Ytterbium sulfide is close to an ionic compound, Yb²⁺S²⁻, and Yb²⁺ carries a full 4f shell. The table lists its energy levels at several wave vectors k, for a hypothetical crystal of the WC structure type. Zero is the Fermi level: levels well below it are filled, levels well above it are empty.

Kohn–Sham levels of YbS in the WC structure type at its relaxed cell, from Ansatz 0.2.0 with PBEsol and plane-wave PAW (420 eV cutoff, 10 × 10 × 8 k mesh, Gaussian smearing 0.05 eV), without spin polarization or spin–orbit coupling. Energies are relative to the Fermi level, and degenerate levels are repeated. ∣k∣ is the distance to the nearest reciprocal lattice point.

| k-point | k in reciprocal vectors | ∣k∣ (1/Å) | level 4 below (eV) | level 3 below (eV) | level 2 below (eV) | level 1 below (eV) | level 1 above (eV) | level 2 above (eV) | level 3 above (eV) |
| --- | --- | --- | --- | --- | --- | --- | --- | --- | --- |
| Gamma | 0 0 0 | 0.000 | -0.24 | -0.23 | -0.23 | -0.17 | 0.01 | 1.38 | 4.60 |
| A | 0 0 0.5 | 0.898 | -0.17 | -0.17 | -0.04 | -0.04 | 2.21 | 2.21 | 3.49 |
| M | 0.5 0 0 | 0.964 | -0.18 | -0.13 | -0.09 | -0.06 | 4.38 | 4.44 | 5.08 |
| K | 0.333 0.333 0 | 1.113 | -0.20 | -0.19 | -0.19 | -0.06 | 2.04 | 3.06 | 3.08 |
| L | 0.5 0 0.5 | 1.318 | -0.21 | -0.20 | -0.18 | -0.17 | 0.63 | 3.80 | 5.84 |
| H | 0.333 0.333 0.5 | 1.430 | -0.22 | -0.20 | -0.19 | -0.17 | 1.53 | 3.46 | 5.26 |
| midway | 0 0 0.25 | 0.449 | -0.24 | -0.17 | -0.11 | -0.11 | 2.26 | 2.57 | 2.57 |
| midway | 0.25 0 0 | 0.482 | -0.23 | -0.21 | -0.12 | -0.05 | 0.24 | 2.83 | 4.00 |
| midway | 0.167 0.167 0 | 0.557 | -0.23 | -0.20 | -0.17 | -0.06 | 0.56 | 2.83 | 4.03 |
| midway | 0.417 0.167 0 | 1.003 | -0.20 | -0.20 | -0.18 | -0.09 | 0.89 | 3.50 | 3.73 |
| midway | 0.25 0 0.5 | 1.019 | -0.19 | -0.17 | -0.16 | -0.14 | 0.78 | 3.27 | 3.44 |
| midway | 0.167 0.167 0.5 | 1.057 | -0.19 | -0.18 | -0.18 | -0.15 | 0.68 | 3.55 | 3.78 |
| midway | 0.5 0 0.25 | 1.063 | -0.21 | -0.20 | -0.18 | -0.11 | 0.84 | 2.96 | 4.89 |
| midway | 0.333 0.333 0.25 | 1.200 | -0.24 | -0.21 | -0.20 | -0.12 | 1.51 | 4.15 | 4.77 |
| midway | 0.417 0.167 0.5 | 1.347 | -0.23 | -0.20 | -0.18 | -0.17 | 0.95 | 4.42 | 4.74 |

The differences and counts used in the solutions are plain arithmetic on the calculated levels; they are printed after the text.

**(a) Which changes more with k, "level 1 below" or "level 1 above"? Why?**

The first level below stays within 0.13 eV over all the points, whereas the first level above covers 4.37 eV. Consider the limit of atoms whose orbitals don't overlap: an electron then has the same energy at every k, and the level is flat. The 4f orbitals of ytterbium lie close to the nucleus and come near this limit. The empty states, which chemistry suggests are mainly Yb 5d, reach out to the neighbours, so their energy depends strongly on k.

**(b) "Level 1 above" jumps from 0.01 eV at Gamma to 4.38 eV at M. Is that the rise of a single band?**

It isn't, and counting shows why. The calculation treats 30 electrons per cell, enough to fill 15 levels with two electrons each. At Gamma 15 levels lie below zero, but at M there are 16. The sixteenth level has slipped under the Fermi level, so the column shows the seventeenth at M.

Followed by its number, the sixteenth level ends only 0.06 eV lower at M than at Gamma, after rising to 0.25 eV in between. A column sorted by distance from the Fermi level is therefore not a band, and the 4.37 eV of question (a) is not the width of one. The strong change of the empty states remains: the seventeenth level rises from 1.38 eV at Gamma to 4.38 eV at M. To follow a band by its number, one has to count from the bottom.

**(c) Where is the lowest conduction band at Gamma and at M?**

In the fully ionic limit the 15 filled levels are Yb 5s and 5p, S 3s and 3p, and the seven 4f levels. Near the Fermi level there should then be seven levels and no more. At both Gamma and M there are eight within 1 eV of it, one too many for a 4f shell.

The point halfway between them, 0.25 0 0, shows where the extra level comes from. Seven levels lie just below zero there, within 0.33 eV of one another, and the eighth stands 0.29 eV above them. The natural reading is that the lowest conduction band rises clear of the 4f levels halfway and dips in among them at both ends. Where it does so the states can mix, and the count alone can't say which of the eight is the conduction state. The sum says more, because mixing within the eight leaves it unchanged. Halfway, the seven 4f levels add up to −1.50 eV. If they keep roughly that sum at Gamma, where all eight add up to −1.94 eV, about −0.4 eV is left for the conduction state, near the bottom of the group. At M the same estimate puts it just below zero, near the top of the group.

**(d) The highest level below zero is −0.04 eV, at A, and the lowest above is 0.01 eV, at Gamma. Is this an indirect gap of 0.05 eV?**

Take the limit of a simple metal with one half-filled band, sampled at a few points. Some levels fall below zero and some above, and a space always remains between the two groups. Such a space proves no gap.

The proper test compares the top of band 15 with the bottom of band 16. On the line from Gamma to M the two overlap by 0.035 eV, so the calculation gives a metal, but only just. Bands are numbered by energy, not by character, so this figure doesn't measure how deep the conduction state has sunk among the 4f levels. The overlap is smaller than the smearing width of 0.05 eV, over which the filling of levels was blurred. A level at 0.01 eV is then partly filled, and its sign carries little meaning.

**(e) At A the levels come in equal pairs, and K also shows −0.19 eV twice. Do both have the same cause?**

The line from Gamma to A keeps the threefold axis of the crystal and the mirror planes that contain it. The two directions across the axis are then equivalent, and states that transform like them must have equal energy. This explains the pairs at A, among them the empty one at 2.21 eV.

At K the threefold axis survives, but those mirrors lead to a different k, and without spin–orbit coupling no pair is enforced. The two empty levels at 3.06 and 3.08 eV are indeed distinct. The equal values at −0.19 eV are a coincidence at two decimals, easily met where seven 4f levels crowd into a third of an electronvolt.

**(f) The calculation omits spin–orbit coupling. How much would it matter?**

Spin–orbit coupling splits the 14 states of a 4f shell into eight that move up and six that move down. For ytterbium the splitting is roughly 1.3 eV, a recalled value. The average energy stays fixed, so eight times the upward shift u equals six times the downward shift d. With u + d = 1.3 eV this gives u = 1.3 × 6/14 ≈ 0.6 eV and d = 1.3 × 8/14 ≈ 0.7 eV.

The splitting is about four times the 4f spread found halfway from Gamma to M. The coupling would thus rearrange the whole group, and the present order of the 4f levels shouldn't be trusted. With the charge held fixed, the top of the group would rise by some tenths of an electronvolt and overlap more with the conduction band. The estimate fails where the charge responds: electrons leaving the 4f shell would pull its remaining levels down again.

**(g) What would change if calcium replaced ytterbium, and what can be trusted about the gap of YbS itself?**

Ca²⁺ has the same charge but no 4f electrons. The highest filled states would then be S 3p, and the gap would run from them to the conduction band of the metal ion. The present levels suggest its scale: at Gamma the S 3p top lies at −2.45 eV, about 2 eV below the lowest of the eight levels that include the conduction state. With calcium one would therefore expect a clear gap, of the order of electronvolts, in place of the overlap.

For YbS the safe results are the coarse ones: 4f levels that depend little on k, and conduction states that vary by electronvolts. The overlap of 0.035 eV is not safe, nor is the distance from the 4f levels down to S 3p. The PAW datasets were made for PBE, not PBEsol, which can shift levels slightly. Functionals of the kind used here place filled 4f levels too high, which can close a real gap between 4f and conduction states. Nor does the result describe the familiar rocksalt form of YbS, which is a semiconductor.

Printed output of the fit:

```
range of the first level below over all points, eV: 0.13
range of the first level above over all points, eV: 4.37
rows off the Gamma-A line with an equal pair below the Fermi level: 3
rows off the Gamma-A line with an equal pair above the Fermi level: 0
jump of the first level above from Gamma to M, eV: 4.37
levels below the Fermi level at Gamma, five deep ones included: 15
levels below the Fermi level at M, five deep ones included: 16
change of band 16 from Gamma to M, eV: -0.064
highest value of band 16 between Gamma and M, eV: 0.249
levels within 1 eV of the Fermi level at Gamma: 8
levels within 1 eV of the Fermi level at M: 8
levels from -1 to 0 eV halfway from Gamma to M: 7
spread of these seven levels halfway, eV: 0.332
distance from the seven levels to the eighth halfway, eV: 0.287
apparent gap from the columns of the table, eV: 0.05
gap by band count from Gamma to M (negative is overlap), eV: -0.035
size of the overlap over the smearing width of 0.05 eV: 0.7
S 3p top at Gamma, eV from the Fermi level: -2.452
distance from S 3p top to lowest of the eight levels at Gamma, eV: 1.981
recalled 4f spin-orbit splitting over the spread halfway: 3.916
rough upward shift of the eight j=7/2 states, eV: 0.5571
rough downward shift of the six j=5/2 states, eV: 0.7429
```
